In a slab of six identical rhodium planes the naive guess is that any slice of the spectrum is shared equally, one sixth or 0.167 to each plane. The opposite guess is that the states nearest the Fermi level are surface states, piled on the outer atoms and dying away inward. The PBE result for the empty states in the first quarter of an electronvolt above the Fermi level of Rh(100) lies close to the first guess. The sizes worth remembering are these: the slab offers about 10 states per eV per cell here, the outer planes hold some 10% more than an equal share, and that surplus is under a tenth of a state per surface atom.

Share of the states from 0 to 0.25 eV above the Fermi level on each plane of a six-plane Rh(100) slab, every state counted full; heights are relative to the top atom. Ansatz 0.2.0, scalar-relativistic PBE, plane-wave PAW, no spin polarization, 420 eV cutoff, 18 × 18 × 1 k mesh, 0.1 eV Gaussian smearing; lower three planes held at bulk positions, upper three relaxed.

| row | plane share | plane formula | plane height (Å) |
| --- | --- | --- | --- |
| 1 | 0.189 | Rh | -9.511 |
| 2 | 0.164 | Rh | -7.609 |
| 3 | 0.156 | Rh | -5.708 |
| 4 | 0.153 | Rh | -3.770 |
| 5 | 0.162 | Rh | -1.845 |
| 6 | 0.177 | Rh | 0.000 |

Each row is one atomic plane of the same metallic slab, with one Rh atom per cell, counted from the bottom face (row 1) to the top face (row 6). The plane share is the fraction of the window's states, all counted as full, that lies on that plane. The plane height is its position in Å relative to the top atom. The lower three planes are held at bulk positions and the upper three are relaxed, so the table runs from an ideal cut surface to a realistic one. The output of the analysis, with residuals row by row, follows the text.

**Row 1: the ideal face**

The bottom plane has the largest share, 0.189, which is 13% above equal sharing. The standard cause is the narrowing of the d band at a surface, and theory argues it in three steps. The mean square width of the local band of an atom (its second moment) is the sum of the squared hopping integrals to its neighbours, so with N equal neighbours the width goes as √N. The number of d states on an atom is fixed. A band of unchanged shape therefore has a height, in states per eV, that goes as 1/√N.

An atom inside the face-centred cubic crystal has twelve nearest neighbours: four in its own (100) plane, four above and four below. An atom in the outer plane has lost four and keeps eight. If both bands are flat and the window lies inside both, each face atom weighs √(12/8) = 1.225 against 1 for each inner atom.

The weights of two faces and four inner planes add to 2 × 1.225 + 4 = 6.45. A face then holds 1.225/6.45 = 0.190 of the window and an inner plane 1/6.45 = 0.155. The model has no adjustable constant, and it meets row 1 to 0.001 in share. The calculation gives no projection on d orbitals by plane, so the narrowing itself stays an argument; the numbers show only that its size fits this window, and the other windows discussed below do not share the match.

**Rows 2 to 5: the interior**

The two middle planes, rows 3 and 4, hold 0.156 and 0.153, close to the model's inner value. In an unrelaxed slab symmetry would make them equal, so their difference comes from relaxing one side, but its sign and size are left unexplained. The window contains 416 levels of the full k mesh, each counted in or out at a sharp edge, and one set of eight symmetry-equivalent levels is 0.019 of the total. A single set crossing an edge could move a share by several thousandths, and neither mesh nor slab thickness was varied.

The planes just under the faces, rows 2 and 5, are where neighbour counting fails. They hold 0.164 and 0.162, which is 0.007 to 0.009 above the model, because the model treats every twelve-coordinated atom as bulk. Theory gives the reason for a failure here: the second moment counts only hops to a neighbour and back, while the shape of the band depends on longer closed paths. From the second plane, a path of four hops can already reach the missing plane outside the surface. The second plane thus has nearly the bulk width but an altered shape, and in this window its share falls between those of face and middle.

The smooth fall from face to middle invites reading it as the tail of a surface state. A constant plus one exponential from each face, four parameters fitted to all six rows, does follow the shares with an rms misfit of 0.001. But decay lengths from 2 to 10 Å do about equally well, while the constant slides from a sensible background to a negative one, so no decay length can be taken from the fit. The surplus of row 1 over the middle planes is 0.089 of the 2.57 states in the window. Summed over its states, the window is spread nearly evenly through the slab, and such sums neither establish a surface state nor rule one out.

**Row 6: the relaxed face**

The top plane holds 0.177, only 6% above equal sharing and 0.012 below the bottom plane. Symmetry fixes the origin of this irregularity: an unrelaxed six-plane slab has two equivalent faces, whose shares would be equal on any mesh, so the difference comes from relaxing one side only. The heights show the change, since the top spacing is 1.845 Å, 3% below the bulk value that the bottom spacing keeps. The two lowest planes, both held, still carry forces of roughly 0.4 to 0.5 eV/Å pulling them together, so row 1 is a surface prevented from contracting, and row 6 is the one to use.

The same model can take the contraction on board. Hopping between d orbitals scales roughly as d⁻⁵ with the distance d (Harrison scaling), so each neighbour enters the second moment as d⁻¹⁰. The contact between the top two planes is √(2.689²/2 + 1.845²) = 2.649 Å, shorter than the bulk contact. Each of the four neighbours below a top atom therefore counts (2.689/2.649)¹⁰ ≈ 1.16 times as much as a bulk neighbour.

The second moment of the top atom becomes 4 + 4 × 1.16 = 8.64 in place of 8. Its band is wider, and the height of the band falls by the factor √(8/8.64) = 0.962. The table's ratio of top to bottom share is 0.937, so the contraction gives the sign of the effect and a little more than half of its size. A surface that pulls inward buys back part of its lost bonding and looks a little more like bulk. That partial match should not be pressed. The size of the face difference is uncertain on this mesh, for the reason given at rows 3 and 4. Across the other windows the lead of the bottom face also runs from 0.036 in share to −0.005, where a change of width in flat bands would give a steady lead.

The distance correction does little for the table as a whole. The rms misfit over six rows goes from 0.0071 to 0.0064 in share, against 0.0125 for equal sharing. The correction helps rows 2 and 6 and makes the other four worse. Relaxation widened the spacings on both sides of row 4 by 1 to 2%, so the model narrows that atom's band and puts row 4 above row 5, where the table has it below. In this window widths alone come near the shares of the faces but do not give the order of the inner planes.

**Why the surplus is small in this window**

Flat bands would give the same face-to-middle ratio at every energy that lies inside both, but in the other windows of the same calculation the ratio changes. The ratio is 1.8 in the quarter electronvolt below the Fermi level, 1.18 in the window of the table, 1.04 in the next quarter and 0.94 between 0.5 and 1 eV. The close match of row 1 thus belongs to a window in which a falling ratio happens to pass the flat-band value. The reversal at 0.5 to 1 eV also shows that, if the division of density among planes favours the outer ones, which take the density spilling into the vacuum, the bias is too small to force a surplus in every window.

Turning shares into states per eV shows which planes drive the fall. Across the three windows from −0.25 to +0.5 eV a face plane changes little, from 1.8 to 2.0 states per eV. A middle plane doubles over the same range, from 1.0 to 2.0. The surplus fades because the interior gains states, while the faces keep theirs. The middle planes then drop to 1.25 states per eV between 0.5 and 1 eV and to 0.28 above 1 eV, so the rise is the flank of a peak. Its place just below a steep fall fits the peak that face-centred cubic d bands have near their top, though no projection on d orbitals was made to confirm it.

Narrowing also argues for the reversal higher up. A metal keeps each atom nearly neutral, so the narrowed band shifts until its filling matches the bulk, and its upper edge then lies nearer the Fermi level by the factor √(8/12) ≈ 0.82. The total falls from 7 to 2 states per eV on passing 1 eV, which suggests that the d band ends near there. The faces should then run out of d states somewhat earlier than the middle, which agrees with the ratio below one. Above 1 eV the faces lead again. A state there puts on average about six times as much density 3 Å above the top atom as a state between 0 and 1 eV, which fits sp-like states that reach into the vacuum. Whether they form a surface resonance stays open, and they are the least well converged levels of the run.

By the same counting, a close-packed (111) face with nine neighbours would start from a weaker surplus and an open (110) face with seven from a stronger one. The actual share in a narrow window would again depend on where that window cuts the band shape.

**What the shares can be used for**

For a process that draws on empty states just above the Fermi level, the relaxed surface atom offers only about 15% more than an atom in the middle of the slab, and a shift of the window by a quarter of an electronvolt changes the face-to-middle contrast more than the relaxation does. The energies are Kohn-Sham levels without spin-orbit coupling, which shifts and splits the d levels of a 4d metal and could carry some of them across the edges of so narrow a window. Spin was switched off, so a magnetic surface plane, which would shift its two spin bands apart in energy, is untested. A share is also not a tunnelling brightness, which depends on how far each state reaches into the vacuum, where this run's exchange-correlation potential is flagged as rough.

Printed output of the fit:

```
sum of shares 1.001; equal share 0.1667; table rounding 0.0005
plane spacings, bottom up (A): 1.902 1.901 1.938 1.925 1.845 ; bulk 1.901
spacing change from bulk (%): 0.0 -0.0 1.9 1.2 -3.0
contacts between planes (A): 2.689 2.689 2.715 2.706 2.649
second moments with d^-5 hopping (bulk 12): 7.99 12.00 11.64 11.39 12.40 8.64
row share vs-equal(%) | count model, resid | d^-5 model, resid | exponential, resid
1 0.189 +13.4 | 0.1899 -0.0009 | 0.1906 -0.0016 | 0.1887 +0.0003
2 0.164 -1.6 | 0.1551 +0.0089 | 0.1555 +0.0085 | 0.1648 -0.0008
3 0.156 -6.4 | 0.1551 +0.0009 | 0.1579 -0.0019 | 0.1554 +0.0006
4 0.153 -8.2 | 0.1551 -0.0021 | 0.1596 -0.0066 | 0.1541 -0.0011
5 0.162 -2.8 | 0.1551 +0.0069 | 0.1530 +0.0090 | 0.1605 +0.0015
6 0.177 +6.2 | 0.1899 -0.0129 | 0.1833 -0.0063 | 0.1775 -0.0005
equal sharing: rms 0.0125, worst row 1 (+0.0223)
count model: rms 0.0071, worst row 6 (-0.0129)
d^-5 model: rms 0.0064, worst row 5 (+0.0090)
exponential: rms 0.0009, worst row 5 (+0.0015)
pair means: faces 0.1830, subsurface 0.1630, middle 0.1545
faces/middle 1.184; count model sqrt(12/8) = 1.225
top/bottom: table 0.937, d^-5 model 0.962
bottom minus top: faces +0.012 (d^-5 model +0.007), rows 2-5 +0.002, rows 3-4 +0.003
best exponential (4 parameters): length 2.40 A, constant, bottom, top 0.143 0.045 0.034
  length fixed at 1 A: constant +0.156, rms 0.0022
  length fixed at 2 A: constant +0.148, rms 0.0010
  length fixed at 3 A: constant +0.134, rms 0.0010
  length fixed at 5 A: constant +0.092, rms 0.0012
  length fixed at 10 A: constant -0.107, rms 0.0013
midpoint slice widths rows 2-5 (A): 1.901 1.919 1.932 1.885 ; shares 0.164 0.156 0.153 0.162
window eV | states/eV | share: face mid ratio | states/eV per plane: face sub mid | bottom-top
-2.00 to -1.00 | 9.7 | 0.217 0.154 1.41 | 2.11 1.25 1.49 | +0.016
-1.00 to -0.50 | 9.9 | 0.233 0.136 1.71 | 2.31 1.29 1.35 | +0.006
-0.50 to -0.25 | 10.3 | 0.236 0.123 1.91 | 2.42 1.45 1.27 | +0.036
-0.25 to +0.00 | 8.0 | 0.220 0.123 1.79 | 1.76 1.26 0.99 | +0.011
+0.00 to +0.25 | 10.3 | 0.183 0.154 1.18 | 1.88 1.67 1.59 | +0.012
+0.25 to +0.50 | 12.0 | 0.170 0.163 1.04 | 2.04 2.00 1.96 | +0.004
+0.50 to +1.00 | 7.2 | 0.161 0.172 0.94 | 1.17 1.21 1.25 | -0.005
+1.00 to +1.50 | 2.1 | 0.236 0.133 1.77 | 0.49 0.27 0.28 | -0.000
excess over middle mean (states per cell): bottom 0.089, top 0.058 of 2.568
levels of the full 18x18 mesh in the window: 416.0 (72 irreducible)
fraction of window: mean irreducible level 0.014, eightfold star 0.019
```
